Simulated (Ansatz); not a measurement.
**InAs: sound and stiffness along [100], [110] and [111]**

These are results of DFT PBE, scalar-relativistic, plane waves, PAW in Ansatz, not measurements. Plane waves to 420 eV; Γ-centred k mesh 8×8×8; Fermi-Dirac smearing of 0.15 eV. No spin polarisation.

The cell is fixed (symmetry leaves no force on the atoms) and stands under 0.0 GPa:
Space group F-43m (No. 216). a = 6.189 Å, b = 6.189 Å, c = 6.189 Å, α = 90.00°, β = 90.00°, γ = 90.00°
```
atom site symmetry x y z
  In    4a      -43m  0.0000  0.0000  0.0000
  As    4d      -43m  0.2500  0.2500  0.7500
```

The cell is the ideal cubic zincblende prototype. Without a gap, frequencies and elastic constants depend on the k mesh and the smearing, soft modes and shear constants most.

With ions relaxed, on the cubic axes: C11 = 70.2, C12 = 37.1, C44 = 32.8 GPa. The density is 5.317 g/cm³.

Problem. Is the crystal stable against strain, and how anisotropic is it?

Solution. Born's conditions hold: C11 + 2C12 = 144.4, C11 − C12 = 33.2 and C44 = 32.8 GPa are all positive. B = (C11 + 2C12)/3 = 48.1 GPa. The two shear moduli are C44 and C′ = (C11 − C12)/2 = 16.6 GPa, so Zener's ratio is A = C44/C′ = 1.98: the tetragonal shear C′ is the soft one, as in many fcc and bcc metals and zincblende crystals. The Cauchy pressure C12 − C44 is 4.3 GPa; it would vanish for pair forces between atoms on inversion centres at zero pressure, and a positive value is usual with metallic or many-body binding, and where atoms off inversion centres relax under shear, which lowers C44.

Problem. Give the sound speeds along the three symmetry directions.

Solution. The Christoffel equation gives ρv² for each branch:
```tsv
direction	branch	ρv²	GPa	v (m/s)
[100]	L	C11	70.2	3634
[100]	T (×2)	C44	32.8	2483
[110]	L	(C11 + C12 + 2C44)/2	86.4	4032
[110]	T, u ∥ [001]	C44	32.8	2483
[110]	T, u ∥ [1-10]	(C11 − C12)/2	16.6	1766
[111]	L	(C11 + 2C12 + 4C44)/3	91.8	4156
[111]	T (×2)	(C11 − C12 + C44)/3	22.0	2033
```

Problem. How does Young's modulus depend on direction?

Solution. Inverting gives S11 = 22.419, S12 = -7.747, S44 = 30.506 TPa⁻¹. Along a unit vector (l, m, n), 1/E = S11 − 2(S11 − S12 − S44/2)(l²m² + m²n² + n²l²), where the last bracket is 0, 1/4 and 1/3 for [100], [110] and [111]: E = 45, 67 and 80 GPa. With A > 1 the body diagonal is stiffest. For a film on (001), the biaxial modulus is C11 + C12 − 2C12²/C11 = 68 GPa and the normal strain is −2C12/C11 = -1.06 times the in-plane one.

The bands only touch here, so at this level the crystal is a zero-gap semiconductor or semimetal, not an ordinary metal; spin–orbit coupling, left out, can open or move such a gap.

Cost: 2 runs of about 5 core-minutes in all, on Intel Xeon Processor @ 2.50GHz (Skylake/Cascade Lake) (shared hosts).

InAs resists stretching of its bonds far more than bending of the angles between them. The tetragonal shear C′ leaves the bond lengths unchanged to first order and is opposed mainly by the directional sp³ bonding, which partial ionicity weakens. This makes the [110] transverse wave polarised along [1-10] the slowest, at 1766 m/s. Loading along [111] acts directly on one set of bonds, hence the largest Young's modulus and the fastest longitudinal wave. The positive Cauchy pressure is no evidence of metallic bonding here, since the two sublattices can shift against each other under shear.

The touching bands contradict the known narrow direct gap of InAs. The likely cause is PBE's underestimation of gaps, aggravated by its overlong lattice constant, which lowers the antibonding s-like conduction edge. The same underbinding probably makes the elastic constants softer than measured ones. The positive elastic moduli support stability against small homogeneous strains, but don't exclude phonon instabilities at finite wavevector.
